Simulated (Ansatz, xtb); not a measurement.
# Relative energy of two isomers of CH3SSn−

Structure I is `[CH2]=[Sn-][SH]`, a singlet and structure II is `[CH2]1[S][SnH-]1`, a singlet. Both are isolated ions in the gas phase, relaxed with r2SCAN-D4/def2-SVPD; the shapes shown needn't be the lowest conformers.

I (Å):

```xyz
6

C     0.2495   -1.6133    0.3600
S     0.9764    1.8417    0.4999
Sn   -0.4321   -0.0971    1.5414
H     0.9928   -1.5313   -0.4478
H    -0.1323   -2.6362    0.5040
H     1.5876    1.0396   -0.4023
```

II (Å):

```yaml
atoms:
  - { symbol: C, position_ang: [1.1817, -0.4561, 0.6911] }
  - { symbol: S, position_ang: [0.4791, 1.1585, 0.1920] }
  - { symbol: Sn, position_ang: [-0.1067, -1.0084, -1.0695] }
  - { symbol: H, position_ang: [0.8528, -0.7905, 1.6851] }
  - { symbol: H, position_ang: [2.2719, -0.5171, 0.5671] }
  - { symbol: H, position_ang: [-1.5182, -1.4296, -0.0089] }
```

Energies in hartree; the thermal terms are from r2SCAN-D4/def2-SVPD harmonic frequencies (ideal gas, rigid rotor, one conformer each, 298.15 K, 1 atm) and include the zero-point energy:

|  | I | II |
| --- | --- | --- |
| E, CCSD(T)/def2-SVPD | −650.822710 | −650.823465 |
| E, MP2/def2-SVPD | −650.767570 | −650.768854 |
| E, MP2/def2-TZVPPD | −651.225888 | −651.230441 |
| zero-point energy | 0.030862 | 0.031949 |
| H(298 K) − E | 0.037309 | 0.037284 |
| G(298 K) − E | 0.000765 | 0.003178 |

Correct the CCSD(T) difference for the basis set by the MP2 change, then work out ΔE, ΔE₀, ΔH and ΔG for I → II in kJ/mol (1 Eh = 2625.50 kJ/mol) and the equilibrium ratio [II]/[I].

1. Differences II − I: CCSD(T) −0.000755, MP2 in the small set −0.001284, MP2 in the large set −0.004553 Eh.
2. ΔE = −0.000755 + (−0.004553 − (−0.001284)) = −0.004024 Eh = −10.57 kJ/mol.
3. ΔE₀ = ΔE + ΔZPE = −0.004024 + (+0.001087) Eh = −7.71 kJ/mol.
4. ΔH = ΔE + (−0.000025) Eh = −10.63 kJ/mol.
5. ΔG = ΔE + (+0.002413) Eh = −4.23 kJ/mol, so ΔS = (ΔH − ΔG)/T = −21.5 J/(mol K).
6. kT = 0.9442 mEh, so K = [II]/[I] = exp(−ΔG/kT) = exp(+1.71) ≈ 5.5.

The sums favour II, but ΔE leans on the basis-set step (CCSD(T) alone has the other sign or is under 1 kcal/mol), so the order isn't settled. An error of 4 kJ/mol in ΔG would change K by a factor of 5. CCSD(T)/def2-SVPD found them nearly level. Mirror images and further conformers aren't counted.

As drawn, II has 1 C–S, 1 C–Sn, 1 Sn–H in place of 1 C=Sn, 1 S–H. Structure I has no ring, II a 3-membered ring.

Other levels gave ΔE = −103.3 (GFN2-xTB); −143.8 (HF/STO-3G, GFN2-xTB geometries); −15.1 (r2SCAN-D4/def2-SVPD//GFN2-xTB); −18.9 (r2SCAN-D4/def2-SVPD); −11.4 (HF/def2-SVPD); −3.4 (MP2/def2-SVPD); −2.0 (CCSD(T)/def2-SVPD) kJ/mol. The correlated steps freeze 10 core orbitals; the filled d shell of Sn is correlated, in a basis made for valence electrons. Atoms past krypton carry core potentials in the def2 sets, without spin–orbit terms. Programs: Ansatz 0.2.0, xtb 6.7.1.

The near-balance between the isomers reflects compensating bond changes. In I, the C=Sn π bond is weak because carbon 2p and the diffuse tin 5p overlap poorly. It can also be read as a carbanion lone pair donating into the empty p orbital of a stannylene, with tin keeping an s-rich lone pair in the plane. Closing the ring gives up this π interaction and gains a C–S σ bond, but it also trades a strong S–H bond for a weaker Sn–H bond and adds angle strain. The Sn–S contact is long in both ions, probably because negative charge on an already electron-rich tin centre weakens its bond to sulfur.

The entropy change of −21.5 J/(mol K) fits the loss of soft bending and torsional motion on cyclisation, so warming should erode the preference for II. The ratio of 5.5 describes populations only if the ions can interconvert, which requires hydrogen to move from sulfur to tin as the C–S bond forms, and no barrier for that was computed.
